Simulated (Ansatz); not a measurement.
Smearing, entropy and the zero-width energy in In$_{3}$Se

These are results of DFT PBE, scalar-relativistic, plane waves, PAW (Ansatz 0.2.0), not measurements.

```cif
data_structure
_symmetry_space_group_name_H-M 'P 1'
_symmetry_Int_Tables_number 1
_cell_length_a 4.8038
_cell_length_b 4.8038
_cell_length_c 4.8038
_cell_angle_alpha 90.000
_cell_angle_beta 90.000
_cell_angle_gamma 90.000
_cell_volume 110.85
loop_
_atom_site_label
_atom_site_type_symbol
_atom_site_fract_x
_atom_site_fract_y
_atom_site_fract_z
_atom_site_occupancy
In1 In 0.00000 0.50000 0.50000 1
In2 In 0.50000 0.00000 0.50000 1
In3 In 0.50000 0.50000 0.00000 1
Se1 Se 0.00000 0.00000 0.00000 1
```

- plane-wave cutoff: 420 eV
- Γ-centred k-mesh: 10×10×10
- spin treatment: unpolarised

The same metal under several smearings of width σ, on one mesh. F is the free energy, TS the smearing's entropy term for the cell of 4 atoms, and E = F + TS. Gaussian occupations are ½ erfc[(ε − μ)/σ], and N counts both spins.

```tsv
rule	σ (eV)	F − F(narrowest) (meV/atom)	TS (meV/cell)
Fermi–Dirac	0.01	-0.068	1.415
Fermi–Dirac	0.1	-7.067	49.178
Fermi–Dirac	0.3	-56.272	464.176
Fermi–Dirac	0.5	-167.794	1475.462
Gaussian	0.02	0.000	1.036
Gaussian	0.1	-1.512	9.534
Gaussian	0.2	-4.688	31.586
Gaussian	0.3	-9.380	65.485
```

For a density of states N (both spins) that is flat over the smeared range, TS = Nσ²/2 (Gaussian) and (π²/3)Nσ² (Fermi–Dirac). What N does each run give?

```tsv
rule	σ (eV)	N (states/eV a cell)
Fermi–Dirac	0.01	4.30
Fermi–Dirac	0.1	1.49
Fermi–Dirac	0.3	1.57
Fermi–Dirac	0.5	1.79
Gaussian	0.02	5.18
Gaussian	0.1	1.91
Gaussian	0.2	1.58
Gaussian	0.3	1.46
```

Equal entropy needs σ_Gauss = π√(2/3) σ_FD = 2.57 σ_FD, so a Fermi–Dirac width acts like a Gaussian one 2.57 times as large. At moderate widths N lies between 1.46 and 1.91. The drift shows structure in the density of states within the smeared window (a rise with width points to a dip at the Fermi level, a fall to a peak or a steep flank), or a mesh too coarse for the narrower widths. At the narrowest widths only the few mesh levels within σ of μ count, so N can scatter there.

To second order F = E0 − TS/2 and E = E0 + TS/2. How well does E0 = (E + F)/2 undo the smearing?

```tsv
rule	σ (eV)	F − E0(narrowest) (meV/atom)	(E + F)/2 − E0(narrowest) (meV/atom)
Fermi–Dirac	0.01	-0.20	-0.02
Fermi–Dirac	0.1	-7.20	-1.05
Fermi–Dirac	0.3	-56.40	1.62
Fermi–Dirac	0.5	-167.92	16.51
Gaussian	0.02	-0.13	0.00
Gaussian	0.1	-1.64	-0.45
Gaussian	0.2	-4.82	-0.87
Gaussian	0.3	-9.51	-1.32
```

At Gaussian 0.3 eV the free energy is off by -9.51 meV/atom and the mean by -1.32. What remains is of order σ⁴ plus the mesh error of the narrowest run, which is no exact reference. Forces and stress are derivatives of F, not of E0, so they keep the σ² error.

Placed on the common width scale, the two smearing rules describe much the same density of states. N falls to 1.46 at Gaussian 0.3 eV, then climbs to 1.79 at Fermi–Dirac 0.5 eV, so the opposite drifts reflect different energy windows rather than a conflict between the rules. This suggests a shallow depression around the Fermi level with more states further out, while the excess at small widths may be a narrow feature or sampling noise. The extrapolation error follows the same pattern: once the entropy grows faster than quadratically, adding back half of it overcorrects, and the residual turns positive, reaching 16.51 meV/atom.

The modest N is typical of broad sp bands. Selenium can fill its p shell with only a small part of the indium valence charge, so the remaining electrons probably occupy dispersive In 5s–5p states, hybridised with Se 4p. A low density of states at the Fermi level does not, however, show that this indium-rich arrangement is stable against separation into indium and the known, less indium-rich selenides.
